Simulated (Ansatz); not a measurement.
# InSb3: energy along a strain

InSb3, Fm-3m, a = 7.324 Å. The structure is a Materials Project entry; whether it is the stable form wasn't checked. Ansatz: PBEsol+D3(BJ), PAW, 420 eV, Γ-centred 12×12×12 mesh on 4 atoms, Gaussian smearing 0.15 eV; no spin polarisation. Cell vectors (Å): 0.000 3.662 3.662; 3.662 0.000 3.662; 3.662 3.662 0.000. The cell is strained by x per cent times the pattern (0 0 1 0 0 0) in the order xx yy zz yz xz xy (engineering shears), with fractional coordinates held. y is the free energy over the start, V0 = 24.555 Å³/atom.

| x (%) | y (meV/atom) |
| --- | --- |
| -6.00 | 29.35 |
| -4.50 | 16.32 |
| -3.00 | ? |
| -1.50 | 2.14 |
| 0.00 | 0.00 |
| 1.50 | 0.74 |
| 3.00 | 4.23 |
| 4.50 | 10.39 |
| 5.25 | 14.42 |
| 6.00 | 19.03 |

Fit y = c1 x + c2 x² + c3 x³ to the other rows, get the stiffness along the pattern, and predict the missing energy.

Least squares on the rows shown. y = −0.44533 x + 0.66840 x² − 0.011422 x³. The clamped-ion stiffness p·C·p = 2 × 6.684 eV × 160.2 / 24.555 Å³ = 87 GPa, which is C33 in these axes (C11 of the cubic crystal); c1 is there for the stress left in the start, which by itself gives a slope of -0.44 meV/atom per %. At x = -3.00 the fit asked for gives 7.66 meV/atom. The run gave 7.42 meV/atom, so the fit is 0.24 meV/atom too high, within twice the rms miss on the fitted rows (0.13 meV/atom).

Cost: 10 runs of about 1.5 core-minutes in all, on AMD EPYC 9R45 (Zen 5) (shared hosts).

Compression costs more than extension at every matched pair of strains, reaching 29.35 against 19.03 meV/atom at the ends. The linear and cubic terms contribute comparably to that gap. The first shows that the starting cell is slightly compressed for this method, so by cubic symmetry its equilibrium lattice parameter would be somewhat larger. The second is ordinary anharmonicity: overlap repulsion rises steeply as atoms are pushed together, while the bonding forces weaken as they are drawn apart.

Holding the fractional coordinates should cost nothing here. With this composition and space group in a four-atom cell, every atom sits on a site that stays fixed by symmetry under axial strain, so 87 GPa is also the relaxed-ion value for the starting cell. This stiffness mixes resistance to volume change with resistance to tetragonal shear, and a respectable C11 can hide a soft or even unstable shear in such a bcc-derived arrangement; mechanical stability therefore doesn't follow from this curve.
